**Student.** My notes say that the Dirac Wigner function reduces to the Vlasov and BMT equations as $\hbar\to0$. Spin is itself of order $\hbar$, so I do not see how a spin equation survives. Nor do I see how a carrier in PbTe, far slower than light, can be covariant.

**Lecturer.** Premises first. In the two-band model of one valley, taken isotropic for now,
$$H=v\,\boldsymbol\alpha\cdot(-i\hbar\nabla-q\mathbf A)+\beta\Delta+q\phi ,$$
with $2\Delta$ the gap, $v$ the band velocity and $q$ the charge. The fields are classical and given, and there are no collisions. Set $x^\mu=(vt,\mathbf x)$, $A^\mu=(\phi/v,\mathbf A)$, $m=\Delta/v^2$, $M=mv$. Then $i\hbar\partial_t\psi=H\psi$ reads $(\gamma^\mu\pi_\mu-M)\psi=0$ with $\pi_\mu=i\hbar\partial_\mu-qA_\mu$. The covariance is formal, with $v$ as limiting speed; in vacuum $v=c$. We use only $F_{\mu\nu}=\partial_\mu A_\nu-\partial_\nu A_\mu$, never the sourced Maxwell equations. Conventions: metric $(+,-,-,-)$, $\epsilon^{0123}=+1$, $\gamma^5=i\gamma^0\gamma^1\gamma^2\gamma^3$, $\sigma^{\mu\nu}=\tfrac i2[\gamma^\mu,\gamma^\nu]$, $F^{i0}=E^i/v$, $F^{ij}=-\epsilon^{ijk}B^k$, $\partial_p^\mu=\partial/\partial p_\mu$. "Spin" means the two-valued label of the band-edge doublet. Define
$$W_{ab}(x,p)=\int\frac{d^4y}{(2\pi\hbar)^4}\,e^{-ip\cdot y/\hbar}\,G_{ab},\qquad G_{ab}=\big\langle\bar\psi_b(x+\tfrac y2)\,e^{-iq\Phi/\hbar}\,\psi_a(x-\tfrac y2)\big\rangle ,$$
with $\Phi=y^\nu\int_{-1/2}^{1/2}ds\,A_\nu(x+sy)$. The phase cancels the gauge factors of the two spinors, so $W$ is gauge invariant and $p$ is the kinetic momentum. Replacing $y\to-y$ shows $\gamma^0W^\dagger\gamma^0=W$.

**Student.** And its equation of motion?

**Lecturer.** The derivative that acts on $x_2=x-y/2$ at fixed $x+y/2$ is $\partial_{2\mu}=\tfrac12\partial_\mu-\partial/\partial y^\mu$. On the phase it gives $-\int A_\mu\,ds+y^\nu\int(\tfrac12-s)\partial_\mu A_\nu\,ds$. Write $\partial_\mu A_\nu=F_{\mu\nu}+\partial_\nu A_\mu$, note $y^\nu\partial_\nu A_\mu=dA_\mu/ds$, and integrate by parts:
$$\partial_{2\mu}\Phi=-A_\mu(x_2)+y^\nu\int_{-1/2}^{1/2}ds\,(\tfrac12-s)F_{\mu\nu}(x+sy).$$
Therefore the operator $K_\mu=i\hbar\partial_{2\mu}-qy^\nu\int(\tfrac12-s)F_{\mu\nu}\,ds$, applied to $G$, replaces $\psi$ by $\pi_\mu\psi$, whatever spinor stands there. Two things follow at once:
$$(\gamma^\mu K_\mu-M)W=0,\qquad [K_\mu,K_\nu]=-i\hbar q\,F_{\mu\nu}(x-\tfrac y2),\tag{1}$$
the second because $[\pi_\mu,\pi_\nu]=-i\hbar qF_{\mu\nu}$ at $x_2$. Under the Fourier integral $-i\hbar\,\partial/\partial y^\mu\to p_\mu$ and $y^\nu\to i\hbar\partial_p^\nu$. Put $F(x+sy)=e^{2is\delta}F(x)$ with $\delta=\tfrac\hbar2\partial_p^\lambda\partial_\lambda$, the $x$ derivative acting on $F$ alone. The integrals $\int e^{2is\delta}ds=j_0(\delta)$ and $\int s\,e^{2is\delta}ds=\tfrac i2j_1(\delta)$ are spherical Bessel functions, so
$$K_\mu=p_\mu-\tfrac{\hbar q}2j_1(\delta)F_{\mu\nu}\partial_p^\nu+\tfrac{i\hbar}2\big[\partial_\mu-q\,j_0(\delta)F_{\mu\nu}\partial_p^\nu\big].$$
This is exact. With $j_0=1+O(\delta^2)$ and $j_1=\delta/3+O(\delta^3)$,
$$K_\mu=p_\mu+\tfrac{i\hbar}2D_\mu+\hbar^2R_\mu+O(\hbar^3),\qquad D_\mu=\partial_\mu-qF_{\mu\nu}\partial_p^\nu,\tag{2}$$
where $R_\mu=-\tfrac q{12}(\partial_\lambda F_{\mu\nu})\partial_p^\lambda\partial_p^\nu$ is a real operator.

**Student.** Sixteen components, then.

**Lecturer.** Expand
$$W=\tfrac14\big[\mathcal F+i\gamma^5\mathcal P+\gamma^\mu\mathcal V_\mu+\gamma^5\gamma^\mu\mathcal A_\mu+\tfrac12\sigma^{\mu\nu}\mathcal S_{\mu\nu}\big],$$
so that $\mathcal F={\rm tr}\,W$, $\mathcal P=-i\,{\rm tr}\,\gamma^5W$, $\mathcal V^\mu={\rm tr}\,\gamma^\mu W$, $\mathcal A^\mu={\rm tr}\,\gamma^\mu\gamma^5W$, $\mathcal S^{\mu\nu}={\rm tr}\,\sigma^{\mu\nu}W$. All are real because $\gamma^0W^\dagger\gamma^0=W$. Since $\gamma^0\gamma^i\gamma^5=\Sigma^i$, the spatial part of $\mathcal A$ is the density of $\boldsymbol\Sigma$, the spin in units of $\hbar/2$. That answers your first doubt: $\mathcal A$ is a polarisation and carries no factor $\hbar$. We need three identities:
$$\gamma^\mu\gamma^\nu=g^{\mu\nu}-i\sigma^{\mu\nu},\qquad \sigma^{\mu\nu}\gamma^5=\tfrac i2\epsilon^{\mu\nu\rho\sigma}\sigma_{\rho\sigma},$$
$$\sigma^{\mu\nu}\gamma^\rho=i(\gamma^\mu g^{\nu\rho}-\gamma^\nu g^{\mu\rho})-\epsilon^{\mu\nu\rho\sigma}\gamma_\sigma\gamma^5 .$$
Trace the first equation of (1) with $1,\gamma^5,\gamma^\mu,\gamma^\mu\gamma^5,\sigma^{\mu\nu}$ in turn:
$$K\cdot\mathcal V=M\mathcal F,\qquad K\cdot\mathcal A=-iM\mathcal P,\qquad K^\mu\mathcal F-iK_\nu\mathcal S^{\mu\nu}=M\mathcal V^\mu,$$
$$-iK^\mu\mathcal P-\tfrac12\epsilon^{\mu\nu\rho\sigma}K_\nu\mathcal S_{\rho\sigma}=M\mathcal A^\mu,\qquad i(K^\nu\mathcal V^\mu-K^\mu\mathcal V^\nu)-\epsilon^{\mu\nu\rho\sigma}K_\rho\mathcal A_\sigma=M\mathcal S^{\mu\nu}.\tag{3}$$
Insert (2) and separate real and imaginary parts. The second, third and fifth equations give, up to $O(\hbar^2)$,
$$p\cdot\mathcal A=0,\qquad M\mathcal P=-\tfrac\hbar2D\cdot\mathcal A,\qquad M\mathcal V^\mu=p^\mu\mathcal F+\tfrac\hbar2D_\nu\mathcal S^{\mu\nu},$$
$$M\mathcal S^{\mu\nu}=-\epsilon^{\mu\nu\rho\sigma}p_\rho\mathcal A_\sigma+\tfrac\hbar2(D^\mu\mathcal V^\nu-D^\nu\mathcal V^\mu).\tag{4}$$
At leading order $\mathcal P=0$, $\mathcal V^\mu=p^\mu\mathcal F/M$ and $\mathcal S^{\mu\nu}=-\epsilon^{\mu\nu\rho\sigma}p_\rho\mathcal A_\sigma/M$. The first equation of (3) then gives $(p^2-M^2)\mathcal F=0$. The fourth, with $\epsilon^{\mu\nu\rho\sigma}\epsilon_{\rho\sigma\alpha\beta}=-2(\delta^\mu_\alpha\delta^\nu_\beta-\delta^\mu_\beta\delta^\nu_\alpha)$ and $p\cdot\mathcal A=0$, gives $(p^2-M^2)\mathcal A^\mu=0$. The remaining imaginary parts, $p_\nu\mathcal S^{\mu\nu}=0$, $p^\mu\mathcal P=0$ and $p^\mu\mathcal V^\nu=p^\nu\mathcal V^\mu$, hold identically. Four functions are left, $\mathcal F$ and the three free components of $\mathcal A$, on the shell $p^2=M^2$. Its upper sheet is the conduction band, its lower sheet the valence band. We follow the upper one.

**Student.** These are constraints. Nothing moves yet. And if transport comes from terms of order $\hbar$, its first correction needs the $\hbar^2$ term $R_\mu$.

**Lecturer.** You count correctly, but $R_\mu$ drops out. Multiply (1) by $\gamma\cdot K+M$. The first identity gives $\gamma^\mu\gamma^\nu K_\mu K_\nu=K^2-\tfrac i2\sigma^{\mu\nu}[K_\mu,K_\nu]$, and the commutator is known:
$$\Big\{K^2-M^2-\tfrac{\hbar q}2\sigma^{\mu\nu}\big[F_{\mu\nu}-\tfrac{i\hbar}2(\partial_\lambda F_{\mu\nu})\partial_p^\lambda+O(\hbar^2)\big]\Big\}W=0 .$$
Because $F^\mu{}_\mu=0$, $D\cdot p=p\cdot D$, and $K^2=p^2+i\hbar\,p\cdot D+\hbar^2\big(p\cdot R+R\cdot p-\tfrac14D^2\big)+O(\hbar^3)$. The bracket is real. Apply $X\to\gamma^0X^\dagger\gamma^0$: this flips every explicit $i$ and moves $\sigma^{\mu\nu}$ to the right of $W$. Half the sum of the two equations, and their difference divided by $2i\hbar$, are
$$(p^2-M^2)W=\tfrac{\hbar q}4F_{\mu\nu}\{\sigma^{\mu\nu},W\}+O(\hbar^2),\tag{5}$$
$$p\cdot D\,W=-\tfrac{iq}4F_{\mu\nu}[\sigma^{\mu\nu},W]-\tfrac{\hbar q}8(\partial_\lambda F_{\mu\nu})\{\sigma^{\mu\nu},\partial_p^\lambda W\}+O(\hbar^2).\tag{6}$$
The real $\hbar^2$ bracket cancels in the difference. The commutator term lost its $\hbar$ in the division: the Zeeman splitting is of order $\hbar$, and the precession frequency is the splitting over $\hbar$.

**Student.** So I trace (6) at order zero.

**Lecturer.** A commutator has no trace, so
$$p\cdot D\,\mathcal F=0.\tag{7}$$
For $\mathcal A$ use ${\rm tr}(\Gamma[\sigma,W])={\rm tr}([\Gamma,\sigma]W)$, the fact that $\gamma^5$ commutes with $\sigma^{\mu\nu}$, and $[\gamma^\alpha,\sigma^{\mu\nu}]=2i(g^{\alpha\mu}\gamma^\nu-g^{\alpha\nu}\gamma^\mu)$. Contraction with $F_{\mu\nu}$ gives $4iF^{\alpha\nu}\mathcal A_\nu$, hence
$$p\cdot D\,\mathcal A^\alpha=qF^{\alpha\nu}\mathcal A_\nu.\tag{8}$$
Now $p\cdot D=p^\mu\partial_\mu+qF_{\lambda\nu}p^\nu\partial_p^\lambda$, which is $m\,d/d\tau$ along the curves $dx^\mu/d\tau=p^\mu/m=u^\mu$, $dp_\lambda/d\tau=qF_{\lambda\nu}u^\nu$. That is the Lorentz force, so (7) is the Vlasov equation. Write $\mathcal A^\mu=s^\mu\mathcal F$; by (7), equation (8) becomes $ds^\mu/d\tau=(q/m)F^{\mu\nu}s_\nu$. The equation of Bargmann, Michel and Telegdi (1959) has $\tfrac g2\tfrac qmF^{\mu\nu}s_\nu$ plus a term along $u^\mu$ proportional to $g-2$, so ours is the case $g=2$. Spin and momentum obey the same linear equation with antisymmetric $F$, so $s\cdot p=0$ and $s\cdot s$ are preserved, with $s\cdot s=-1$ for full polarisation.

**Student.** PbTe has a huge $g$ factor. How can it be 2?

**Lecturer.** It is 2 relative to the band mass: the moment is $q\hbar/2m$. In Bohr magnetons that is $|g^*|=2m_e/m$. Now order $\hbar$. Define $\tilde F^{\mu\nu}=\tfrac12\epsilon^{\mu\nu\rho\sigma}F_{\rho\sigma}$ and $b^\mu=\tilde F^{\mu\nu}p_\nu/M$. With $\gamma=p^0/M$ and the velocity $\mathbf w=v\mathbf p/p^0$, $b^0=\mathbf p\cdot\mathbf B/M$ and $\mathbf b=\gamma(\mathbf B-\mathbf w\times\mathbf E/v^2)$. It is orthogonal to $p$ and equals $(0,\mathbf B)$ at rest: the rest-frame magnetic field, of magnitude $|b|=\sqrt{-b\cdot b}$. Trace (5) with $1$ and with $\gamma^\alpha\gamma^5$, using $\{\sigma^{\mu\nu},\gamma^\alpha\gamma^5\}=-2\epsilon^{\mu\nu\alpha\sigma}\gamma_\sigma$, and insert the leading $\mathcal S$ and $\mathcal V$ on the right:
$$(p^2-M^2)\mathcal F=\tfrac{\hbar q}2F_{\mu\nu}\mathcal S^{\mu\nu}=\hbar q\,b\cdot\mathcal A,\qquad (p^2-M^2)\mathcal A^\alpha=-\hbar q\,b^\alpha\mathcal F.\tag{9}$$
With $n=b/|b|$, $n\cdot n=-1$, the combinations $f_\pm=\tfrac12(\mathcal F\mp n\cdot\mathcal A)$ count spins along $\pm n$, and (9) decouples:
$$\big(p^2-M^2\pm\hbar q|b|\big)f_\pm=0.\tag{10}$$
This is the Zeeman shift of the mass shell. The components of $\mathcal A$ orthogonal to $n$ stay on the unshifted shell midway between.

**Student.** I distrust (10). For motion across a uniform $B\hat{\mathbf z}$ you have $|b|=\gamma B$, so the energy at fixed $\mathbf p$ moves by $\mp\hbar q\gamma Bv/2p^0=\mp\hbar qB/2m$. The Landau levels are $\mathcal E^2=\Delta^2+2N\hbar|q|Bv^2$, spaced by $\hbar|q|B/\gamma m$, and the two spins of one orbital index differ by just that. You are off by $\gamma$.

**Lecturer.** Test it on those levels. Squaring $H$ at $p_z=0$ gives $\mathcal E^2/v^2-M^2-\pi_\perp^2=-\hbar qB\Sigma_z$. But $\mathcal F$ is $\bar\psi\psi=\psi^\dagger\beta\psi$, so averages over $\mathcal F$ carry the weight $\beta$. The operator $\beta\Sigma_z$ commutes with $\alpha_x,\alpha_y,\beta$, so it has a sharp value $s=\pm1$, and $\langle\beta\rangle=\partial\mathcal E/\partial\Delta=\Delta/\mathcal E=1/\gamma$ by the Hellmann–Feynman theorem. The weighted average of $p^2-M^2$ is $-\hbar qB\langle\beta\Sigma_z\rangle/\langle\beta\rangle=-s\hbar q\gamma B$, exactly (10). The factor $\gamma$ belongs to the comparison at fixed $\mathcal F$-weighted momentum, which is not fixed orbital index. The precession frequency comes from (8) and is $|q|B/\gamma m$, equal to the cyclotron frequency, as your spectrum demands.

**Student.** Accepted. The force?

**Lecturer.** Trace (6) at order $\hbar$ with the same matrices:
$$p\cdot D\,\mathcal F=-\tfrac{\hbar q}4(\partial_\lambda F_{\mu\nu})\,\partial_p^\lambda\mathcal S^{\mu\nu},\tag{11}$$
$$p\cdot D\,\mathcal A^\alpha=qF^{\alpha\nu}\mathcal A_\nu+\tfrac{\hbar q}2(\partial_\lambda\tilde F^{\alpha\sigma})\,\partial_p^\lambda\mathcal V_\sigma.\tag{12}$$
A second route confirms (11). The imaginary part of the first equation in (3) is $D\cdot\mathcal V=0$. Insert $\mathcal V$ from (4); the extra term is $\tfrac\hbar4[D_\mu,D_\nu]\mathcal S^{\mu\nu}$, and the identity $\partial_\mu F_{\nu\lambda}+\partial_\nu F_{\lambda\mu}+\partial_\lambda F_{\mu\nu}=0$ gives $[D_\mu,D_\nu]=q(\partial_\lambda F_{\mu\nu})\partial_p^\lambda$. For a polarised ensemble put $\mathcal S^{\mu\nu}=\Sigma^{\mu\nu}\mathcal F$ with $\Sigma^{\mu\nu}=-\epsilon^{\mu\nu\rho\sigma}p_\rho s_\sigma/M$. Then (11) is a continuity equation, $\partial_\mu(u^\mu\mathcal F)+\partial_p^\lambda(\dot p_\lambda\mathcal F)=0$, with
$$\dot p_\lambda\equiv\frac{dp_\lambda}{d\tau}=qF_{\lambda\nu}u^\nu+\frac{\hbar q}{4m}\Sigma^{\mu\nu}\partial_\lambda F_{\mu\nu}.\tag{13}$$
At rest in a static magnetic field $\Sigma^{ij}=\epsilon^{ijk}s^k$, so $\Sigma^{\mu\nu}F_{\mu\nu}=-2\,\mathbf s\cdot\mathbf B$, and $p_i=-p^i$ turns the last term into $+\nabla(\boldsymbol\mu\cdot\mathbf B)$ with $\boldsymbol\mu=(q\hbar/2m)\mathbf s$ held fixed. That is the Stern–Gerlach force. It keeps the carrier on its shifted shell: (13) gives $dp^2/d\tau=\tfrac{\hbar q}2\Sigma^{\mu\nu}dF_{\mu\nu}/d\tau$, and the missing piece $F_{\mu\nu}\,d\Sigma^{\mu\nu}/d\tau$ is, by (6), proportional to ${\rm tr}(X[X,W])=0$ with $X=\sigma^{\mu\nu}F_{\mu\nu}$.

**Student.** With the spin transverse to the field that force can vanish, yet such a beam splits. Also, $\mathcal F$ is not the density; $\mathcal V^0$ is.

**Lecturer.** Equation (13) is the mean force at given $x,p$. The splitting sits in (12), whose source builds polarisation out of $\partial_p\mathcal V$. For slow carriers and the component $B_z$, use $\mathcal S^{12}\approx\mathcal A^3$, $\mathcal V_0\approx\mathcal F$, $F_{12}=-B_z$, $\tilde F^{30}=B_z$. The sources in (11) and (12) become $-\tfrac{\hbar q}2\nabla B_z\cdot\nabla_{\mathbf p}\mathcal A^3$ and $-\tfrac{\hbar q}2\nabla B_z\cdot\nabla_{\mathbf p}\mathcal F$, so $\tfrac12(\mathcal F\pm\mathcal A^3)$ feel opposite forces $\pm(q\hbar/2m)\nabla B_z$. As for the density, integrate $\mathcal V^\mu$ in (4) over $p$. The $\partial_p$ part of $D$ drops, and the current is $\int p^\mu\mathcal F/M$ plus $\tfrac\hbar{2M}\partial_\nu\int\mathcal S^{\mu\nu}$. The second piece is the magnetisation current. It is conserved by itself, it adds no charge to a localised packet, and it adds no mean current over a period of the motion. So the curves (13) give the transport of a packet.

**Student.** Now PbTe. The valleys are far from isotropic.

**Lecturer.** With $v_t$ across and $v_l$ along the valley axis $z$, rescale $z'=zv_t/v_l$ and $A_z'=A_zv_l/v_t$. The Hamiltonian becomes isotropic with $v=v_t$; $B_z$ is unchanged, $B_x$, $B_y$ and $E_z$ are multiplied by $v_l/v_t$. Take one valley and the field $\mathbf B=(Gz,0,B_0+Gx)$, free of curl and divergence, with carriers at $z=0$, $p_z=0$ and $s^\mu=(0,0,0,s)$. Then $\Sigma^{12}=sp^0/M$ and $\Sigma^{23}=\Sigma^{31}=0$. The field is static, so $\mathcal E=vp^0$ is constant, $\gamma=\mathcal E/\Delta$, $dt=\gamma\,d\tau$, and (13) gives the force $f_x=s(q\hbar/2m)G$. The $x$ motion is periodic, so $dp_x/dt=q\dot yB_z+f_x$ averages to zero. On the unperturbed circle $\dot y=-\omega x$ with $\omega=qB_0v^2/\mathcal E$, so $\langle\dot yx\rangle=-w^2/2\omega$. To first order in $G$ the condition is $v_dB_0-Gw^2/2\omega+f_x/q=0$, and $w=p_\perp v^2/\mathcal E$ gives the drift along $y$:
$$v_d=\frac G{qB_0^2}\left[\frac{p_\perp^2v^2}{2\mathcal E}-s\frac{q\hbar B_0}{2m}\right].\tag{14}$$

**Student.** So the spins separate sideways.

**Lecturer.** Not at a given energy. The shell (10) fixes $p_\perp^2v^2=\mathcal E^2-\Delta^2+s\hbar q\gamma B_0v^2$. Since $\gamma v^2/\mathcal E=1/m$, this adds $+sq\hbar B_0/2m$ to the bracket and cancels the force term:
$$v_d=\frac G{qB_0^2}\,\frac{\mathcal E^2-\Delta^2}{2\mathcal E}.\tag{15}$$
The local Landau levels say the same. In the gauge $A_y(x)$ the orbit centre $X$ solves $\hbar k_y=qA_y(X)$, so $v_d=\partial\mathcal E/\partial(\hbar k_y)=(G/qB_0)\,\partial\mathcal E/\partial B$, and $B\,\partial\mathcal E/\partial B=(\mathcal E^2-\Delta^2)/2\mathcal E$ for either spin. Keeping the force and forgetting the shift would predict a separation that is absent.

**Student.** Numbers, please.

**Lecturer.** As approximate low-temperature inputs take a gap of 0.19 eV, so $\Delta=95$ meV, and $v=8\times10^5$ m/s. Then $m=0.026\,m_e$ and $|g^*|\approx77$ in this model. Choose electrons, $q=-e$, 20 meV above the band edge, in $B_0=0.5$ T and $G=10^5$ T/m. Then $\mathcal E=115$ meV, $\gamma=1.21$, $\mathcal E^2-\Delta^2=4200$ meV$^2$, $p_\perp v\approx65$ meV and $w=4.5\times10^5$ m/s. With $\hbar eB_0v^2=211$ meV$^2$ the level index is $N\approx10$ and the level spacing 1.8 meV. The shell shift at fixed momentum is $e\hbar B_0/2m=1.1$ meV. The Stern–Gerlach force is $3.6\times10^{-17}$ N against a Lorentz force of $3.6\times10^{-14}$ N, a ratio of $1.0\times10^{-3}$; it shows only as a drift. The bracket in (15) is 18 meV, so $v_d=7.3$ km/s along $-y$. The force term in (14) is 0.44 km/s, or 6 % of that. For $s=-1$, moment along the field, the orbital part is 7.7 km/s and the force subtracts; for $s=+1$ it is 6.9 km/s and the force adds.

**Student.** What did we drop, and how large is it?

**Lecturer.** The expansion needs $\hbar\,\partial_x\partial_p$ small on both $F$ and $W$. The field scale is $L=B_0/G=5.0$ µm, against a reduced Compton length $\hbar v/\Delta=5.5$ nm, a reduced wavelength $\hbar/p_\perp=8.1$ nm and a magnetic length $\sqrt{\hbar/eB_0}=36$ nm. The bands decouple when $\hbar eB_0v^2/\Delta^2=0.023$ is small, when electric fields lie far below $\Delta^2/e\hbar v=1.7\times10^7$ V/m, and when frequencies lie far below $2\Delta/\hbar$; interband tunnelling has no expansion in powers of $\hbar$ and is lost. The tightest parameter is $\hbar eB_0/p_\perp^2=0.050$, the expected size of the $\hbar^2$ terms relative to the spin terms. A smooth $W$ also needs an energy spread of at least the level spacing, which corresponds to 21 K; a single level makes $W$ oscillate in $p$, and only averages like the one we tested survive. The drift formula adds a classical condition: the orbit radius is $r=0.16$ µm, $r/L=0.032$, and corrections of relative order $(r/L)^2\approx0.1$ %, about 8 m/s, lie well below 0.44 km/s. Collisions must be rare within the cyclotron period of 2.3 ps.

One omission does rival the spin effect. The two-band model fixes the ratio $\eta$ of Zeeman to cyclotron splitting at 1, and remote bands change it. With a rough typical input $\eta\approx0.6$ at unchanged mass, the force term falls by 0.18 km/s, BMT acquires a $g-2$ term, and the pairwise degeneracy of the levels is lifted. Trust the spin terms for PbTe to one figure only. The cancellation is sturdier: near the band edge $\mathcal E-\Delta=(n+\tfrac12\pm\tfrac\eta2)\hbar eB/m$ is linear in $B$, so $B\,\partial\mathcal E/\partial B=\mathcal E-\Delta$ and the drift at fixed energy is independent of spin for any $\eta$.